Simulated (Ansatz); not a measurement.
**How methods differ on GeH2Cl (SMILES [Cl][GeH2])**

The species is GeH2Cl (4 atoms), meant as a doublet with charge 0. SMILES: `[Cl][GeH2]`. The coordinates come from a PBE0-D4/def2-TZVP relaxation.

```xyz
4

Cl   -1.5629    0.3052    0.9935
Ge    0.1067   -0.4511   -0.1416
H     0.0727    0.2596   -1.5142
H     1.3834   -0.1137    0.6623
```

Each level gives the energy change with the Ge2–H3 bond stretched from 1.546 to 3.092 Å (eV). The values are calculated.

```tsv
level	kind	program	value (eV)	less FCI/STO-3G
U-revPBE/STO-3G	GGA	Ansatz	3.97	+0.44
U-r2SCAN0/STO-3G	hybrid meta-GGA	Ansatz	4.08	+0.55
UBHLYP/STO-3G	global hybrid	Ansatz	3.94	+0.41
UPBE0/STO-3G	global hybrid	Ansatz	4.01	+0.48
UCAM-B3LYP/STO-3G	range-separated hybrid	Ansatz	4.10	+0.57
UHSE06/STO-3G	range-separated hybrid	Ansatz	4.00	+0.47
UBCCD(T)/STO-3G	coupled cluster or CI	Ansatz	3.53	0.00
UCCSDT/STO-3G	coupled cluster or CI	Ansatz	3.53	0.00
FCI/STO-3G	exact in the basis	Ansatz	3.53	0.00
```

FCI/STO-3G is exact within its basis and frozen core, so for wave-function methods in that basis the difference is their error; functionals converge differently with the basis, so for them it is only a difference. All-electron rows without a relativistic Hamiltonian named are non-relativistic. The first shape isn't each level's own minimum. The values span 3.53 to 4.10 eV. Spin contamination of the reference (⟨S²⟩ at least 0.1 too high) touches U-revPBE/STO-3G, U-r2SCAN0/STO-3G, UBCCD(T)/STO-3G, UCCSDT/STO-3G. All rows use very small basis sets, so even the best lies far from the true value. In the correlated wave-function rows the outer d shell of Ge is correlated, in sets not made for it.

Stretching the Ge–H bond costs 3.53 eV in the exact treatment, and both coupled-cluster levels reproduce this to the printed precision. All the functionals give a larger cost, from 3.94 to 4.10 eV, probably because they carry dynamic correlation of the bond pair that the minimal orbital space cannot supply to the wave-function methods. Their order does not follow functional class: the GGA lies among the hybrids, and the two range-separated hybrids differ visibly from each other.

Chemically, removing hydrogen from this germanium-centred radical leads towards chlorogermylene, whose ground state is a closed-shell singlet. The electron left behind by the broken bond can pair with the radical electron in a lone pair rich in Ge 4s character, while the departing hydrogen carries the spin. This pairing offsets part of the cost of breaking the bond, and it suggests why the stretched doublet remains tractable for coupled cluster. Two geometries cannot show whether that agreement persists through the intermediate region, where the three electrons recouple.
